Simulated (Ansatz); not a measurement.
**Ligand exchange: SiH3(SiH3) + Mg(CH3)(NH2) → SiH2(NH2)(SiH3) + MgH(CH3)**

Species: SiH3(SiH3) (disilane), singlet; Mg(CH3)(NH2), singlet; SiH2(NH2)(SiH3), singlet; MgH(CH3), singlet. The partners trade H for NH2: Si–H and Mg–NH2 bonds give way to Si–NH2 and Mg–H.

Shapes, held fixed at every level: PBE0-D4/def2-TZVP. Flexible molecules stand in one conformer, not always the lowest. Programs: Ansatz 0.2.0. Electronic energies: no zero-point or thermal term.

Estimate ΔE of this reaction.

The highest level, CCSD(T)/def2-TZVPP, gives ΔE = +24.2 kJ/mol; the levels span +12.7 to +33.8. The column of differences is taken from that level and isn't an error. No measured value is set beside it here. Correlated rows may include outer-core shells of Mg, which these sets cover unevenly.

```tsv
level	kind	ΔE (kJ/mol)	less CCSD(T)/def2-TZVPP
HF/def2-TZVPP	Hartree–Fock	+12.7	-11.5
SPW92/def2-TZVPP	LDA	+16.8	-7.4
PBE-D4/def2-TZVPP	GGA	+21.3	-2.9
B3LYP-D4/def2-TZVPP	global hybrid	+19.5	-4.7
MP2/def2-TZVPP	perturbation theory	+27.0	+2.8
CCSD(T)/def2-SVP	coupled cluster or CI	+33.8	+9.6
CCSD/def2-SVP	coupled cluster or CI	+33.0	+8.8
CCSD(T)/def2-TZVPP	coupled cluster or CI	+24.2	0.0
```

The exchange is uphill at every level, so amide stays on magnesium and hydride on silicon. Both elements bind nitrogen more strongly than hydrogen, but the preference is greater for magnesium. Its strongly polar bond to the electronegative amide gains much electrostatic stabilisation, which the softer, less electronegative hydride can't match. Forming the strong, polar Si–N bond recovers only part of that loss.

Electron correlation favours the reactants: in the larger basis, ΔE rises from +12.7 kJ/mol in Hartree–Fock to +24.2 in CCSD(T), with all three density functionals in between and MP2 slightly above. In the smaller basis, the triples add little to CCSD, whereas enlarging the basis lowers the CCSD(T) value by 9.6 kJ/mol, probably because the small set describes the diffuse, hydridic Mg–H density poorly. The sign is therefore much firmer than the magnitude. Nor does the result carry over directly to solution or the solid, where magnesium amides and hydrides associate through bridging ligands and coordinate donor solvents.
